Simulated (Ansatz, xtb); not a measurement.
# Relative energy of two structures of BHSSi2

We compare a, a singlet given by its coordinates, with b, a singlet given by its coordinates. Both are isolated molecules in the gas phase, relaxed with PBE0-D3(BJ)/pcseg-1.

a (Å):

```xyz
5

B    -1.4767    0.3193    1.2812
S     0.8180   -0.8805   -0.7053
Si   -0.0458    0.8937    0.1671
Si   -0.8363   -1.3382    0.6020
H    -2.3124    0.7563    2.0047
```

Close contacts (Å): B1–Si3 1.90, B1–Si4 1.90, S2–Si3 2.16, S2–Si4 2.16, Si3–Si4 2.41, B1–H5 1.19.

b (Å):

| atom | x (Å) | y (Å) | z (Å) |
| --- | --- | --- | --- |
| B | -0.0044 | -0.3729 | -0.6543 |
| S | 0.1578 | 0.9988 | 0.5417 |
| Si | -1.8803 | -0.4438 | -0.2072 |
| Si | -1.3826 | 1.7429 | -0.8386 |
| H | 0.8899 | -0.8626 | -1.2732 |

Close contacts (Å): B1–S2 1.83, B1–Si3 1.93, S2–Si4 2.20, Si3–Si4 2.33, B1–H5 1.19.

Energies in hartree; the thermal terms are from PBE0-D3(BJ)/pcseg-1 harmonic frequencies (ideal gas, rigid rotor, one conformer each, 298.15 K, 1 atm) and include the zero-point energy:

```
                                a            b
E, CCSD(T)/def2-TZVP  −1001.187136  −1001.188289
   zero-point energy      0.015471      0.016102
        H(298 K) − E      0.021357      0.021811
        G(298 K) − E     −0.012551     −0.012401
```

**Question.** Work out ΔE, ΔE₀, ΔH and ΔG for a → b in kcal/mol (1 Eh = 627.51 kcal/mol) and the equilibrium ratio [b]/[a].

**Answer.** 1. ΔE = −1001.188289 − (−1001.187136) = −0.001153 Eh = −0.72 kcal/mol.
2. ΔE₀ = ΔE + ΔZPE = −0.001153 + (+0.000631) Eh = −0.33 kcal/mol.
3. ΔH = ΔE + (+0.000454) Eh = −0.44 kcal/mol.
4. ΔG = ΔE + (+0.000150) Eh = −0.63 kcal/mol, so ΔS = (ΔH − ΔG)/T = +2.7 J/(mol K).
5. kT = 0.9442 mEh, so K = [b]/[a] = exp(−ΔG/kT) = exp(+1.06) ≈ 2.9.

The two are too close for this level to say which is favoured. An error of 1 kcal/mol in ΔG would change K by a factor of 5.4. Large T1 diagnostics make the coupled-cluster value less sure. Mirror images and further conformers aren't counted.

Other levels gave ΔE = −2.8 (PBE0-D3(BJ)/pcseg-1); −9.8 (HF/def2-TZVP); +4.5 (MP2/def2-TZVP) kcal/mol. The correlated steps freeze 16 core orbitals. Programs: Ansatz 0.2.0.

The near-degeneracy reflects a trade between different bonding patterns. In a, sulfur and the BH unit both bridge the same Si–Si pair, whereas b gives up one B–Si and one Si–S contact for a direct B–S bond of 1.83 Å. That bond is strong and probably gains from donation of a sulfur lone pair into the formally empty boron p orbital, which offsets the lost contacts. The short B–Si distances in a suggest that boron there draws instead on electron density shared with the silicon pair.

Electron correlation decides the balance. Hartree–Fock favours b by 9.8 kcal/mol, while MP2 reverses the order and favours a by 4.5 kcal/mol. Correlation therefore stabilises a more, as expected if its electrons are delocalised over a compact, electron-poor framework with low-lying empty orbitals; MP2 probably exaggerates this effect. Vibrational and thermal terms only trim the difference, so entropy isn't what sets the ordering. Nothing here shows whether the two forms interconvert readily, since no barrier was computed.
